## Question

An ammonium ion binds a water molecule through one N–H···O hydrogen bond. The table follows the interaction energy as the two are moved apart rigidly. Here x is the shift from the starting structure, and a more negative energy means stronger binding. Columns A to D differ from each other and from CCSD(T) only in the electronic-structure method.

Counterpoise-corrected interaction energies of NH4+ and H2O, computed with Ansatz 0.2.0 in the def2-TZVPPD basis, with frozen cores in MP2, CCSD and CCSD(T). The water molecule is moved rigidly from the PBE0-D4/def2-TZVP minimum of the pair, along the line between the mean atom positions of the two fragments. Negative energies mean binding.

```csv
shift from the minimum (Å),CCSD(T) (kcal/mol),method A (kcal/mol),method B (kcal/mol),method C (kcal/mol),method D (kcal/mol),method A less CCSD(T) (kcal/mol)
-0.159,-18.41,-21.18,-20.25,-18.77,-18.04,-2.77
-0.080,-19.89,-22.31,-21.59,-20.20,-19.56,-2.42
0.000,-20.55,-22.65,-22.12,-20.80,-20.26,-2.10
0.080,-20.63,-22.46,-22.08,-20.84,-20.38,-1.83
0.191,-20.12,-21.63,-21.41,-20.29,-19.93,-1.51
0.398,-18.20,-19.27,-19.21,-18.32,-18.09,-1.07
0.795,-13.95,-14.55,-14.54,-14.03,-13.93,-0.60
1.591,-8.30,-8.54,-8.48,-8.36,-8.34,-0.24
```

Treat CCSD(T) as the reference in this basis, not as nature. With counterpoise correction, a basis of this size usually leaves correlated wavefunction methods somewhat underbound.

(a) Two of the four methods are MP2 and CCSD. How do the columns group, which two are these likely to be, and what kind of method are the others?
(b) What else could produce similar differences?
(c) Why does D bind too weakly at short range but too strongly in the last row?

## Model answer

**(a)** Size separates the columns into two pairs. At x = 0, A and B overbind by 2.10 and 1.57 kcal/mol relative to CCSD(T), which is 10 % and 8 %. C overbinds by 0.25 and D underbinds by 0.29, each little more than 1 %.

Sign says more. Leaving out part of the electron correlation between two molecules removes attraction, including dispersion, so it should weaken the binding near contact. D does this mildly, as a good but truncated correlation treatment would. A and B err the other way and by much more, so they do not simply lack correlation. They look like approximations of a different kind, in which exchange and correlation are modelled together. C overbinds too, so its place beside D rests on the small size of its error, not on the sign; a simpler estimate of the correlation need not err on the weak side.

Scaling with distance supports this. The excess binding of A falls from 15 % in the first row to 3 % in the last, and that of B from 10 % to 2 %. The error is therefore not a fixed fraction of the energy. It grows towards short range, where the electron clouds meet. All this suggests that A and B are density functionals, and C and D the two wavefunction methods. The sign favours D as CCSD, which lacks the connected triple excitations of CCSD(T); that leaves MP2, the simpler estimate, for C.

There is one more clue to A. The zero of x is the minimum found by PBE0-D4, a density functional with a dispersion correction, in a somewhat smaller basis. A cubic through the five innermost points puts the minimum of A at 0.01 Å, B at 0.03, C at 0.04, CCSD(T) at 0.05 and D at 0.06 Å. A is the best candidate for PBE0-D4.

**(b)** Omitting the counterpoise correction would also add false binding that fades with distance. A poor basis could make water too polar and overbind over a longer range. The numbers alone would not exclude either for A and B; the common basis and correction do. A mere displacement of the curve is excluded by the numbers, because it would give differences of opposite sign on the two sides of the minimum. Those of A, B and C are negative in every row.

**(c)** The methods are in fact PBE0-D4 (A), B3LYP-D4 (B), MP2 (C) and CCSD (D). In the error of D, two effects of opposite sign compete, and they have different ranges.

At long range the pair is nearly a point charge facing a dipole. The charge q attracts the water dipole μ with energy −qμ/R², and it polarises the molecule, which adds −αq²/(2R⁴), where α is the polarisability and R the distance. Take rough recalled values: μ = 1.9 D, α = 1.5 Å³ and an N···O distance of 2.7 Å at x = 0. In the last row R is then about 4.3 Å. For one elementary charge, with energies in kcal/mol:

- dipole term: −69 × 1.9 / 4.3² ≈ −7.1
- polarisation term: −330 × 1.5 / (2 × 4.3⁴) ≈ −0.7

The sum, −7.9 when the distance is not rounded either, is 5 % short of the CCSD(T) value of −8.30. Nothing was fitted, but placing the dipole on the oxygen atom is a choice, and moving it slightly would change the result by a few per cent. One row further in, at x = 0.795 Å, the same estimate is 11 % short. The shortfall does not simply grow inwards: at x = 0 the formula would bind too strongly, because the exchange repulsion it leaves out outweighs the attraction it leaves out, such as dispersion.

Since the dipole term dominates, a method that makes water slightly too polar will tend to overbind at long range. CCSD overbinds by 0.04 kcal/mol in the last row. Compared with 7.1, that would need a dipole too large by about half a per cent, or roughly 0.01 D, and somewhat more if other errors still weaken the binding at this distance. This is plausible: correlation lowers the dipole of water, and CCSD captures most of that lowering but lacks the small further part that comes from connected triple excitations.

Near contact, the same missing triples cost attraction between the molecules, and this loss is larger. It falls off faster than the dipole term, so the sign of the error changes between the last two rows. The table shows the change of sign; its assignment to dipole and intermolecular correlation is theory.

The argument carries over to neighbouring cases. The long-range overbinding should follow the error that a method makes in the partner's dipole, not the size of the dipole itself. With a partner that has no dipole, errors in its quadrupole moment and polarisability take over this role, and they can have either sign.

## Remarks on the reasoning

One possible answer for A and B is delocalisation error: approximate functionals spread electrons too readily, which favours charge transfer from the oxygen lone pair towards the ion. That may contribute, but two observations bear on whether it is the whole account.

The first is the order of the two functionals. B3LYP has less exact exchange than PBE0 (20 % against 25 %), so by this argument alone it should overbind more. It overbinds less in every row, although at x = 0.795 Å the gap is only the size of the rounding. A likely reason is that the exchange part of B3LYP is more repulsive where densities overlap. The gap does close quickly, from 0.93 kcal/mol in the first row to 0.06 at x = 0.398 Å. But it is 0.06 again in the last row, where overlap can hardly matter, so this reason is not the whole story; the correlation parts (B3LYP is used here in its VWN-RPA form) and dispersion corrections differ too.

The second is range. A least-squares exponential through all eight PBE0-D4 errors decays at about 1.7 per Å, with a root-mean-square residual of 0.04 kcal/mol. Overlap of the densities should decay at roughly 3.7 per Å, estimated from water's ionisation energy. Charge transfer may reach further, because the empty orbitals of the ion are more diffuse than its filled ones. A power of the distance fits even better, so the exponential form is not established. Density overlap alone is therefore an unlikely source. Charge transfer, polarisation, dispersion and the basis error of the reference all remain possible, and the range does not decide between them.

The raw outputs of the first row limit the part played by D4. There the D4 energy of the whole pair, parts within each molecule included, is less than a third of the excess binding of PBE0-D4, so it is not the main cause. B3LYP-D4 has the larger D4 energy but the smaller error; its D4 energy is about four fifths of its excess binding, so for this functional the same limit says little. It remains open how the overbinding divides in detail, and at longer range, between the functionals themselves, their dispersion corrections and the unfinished basis of CCSD(T). Repeating the curves without D4, and then all of them in a larger basis, would begin to separate the three.
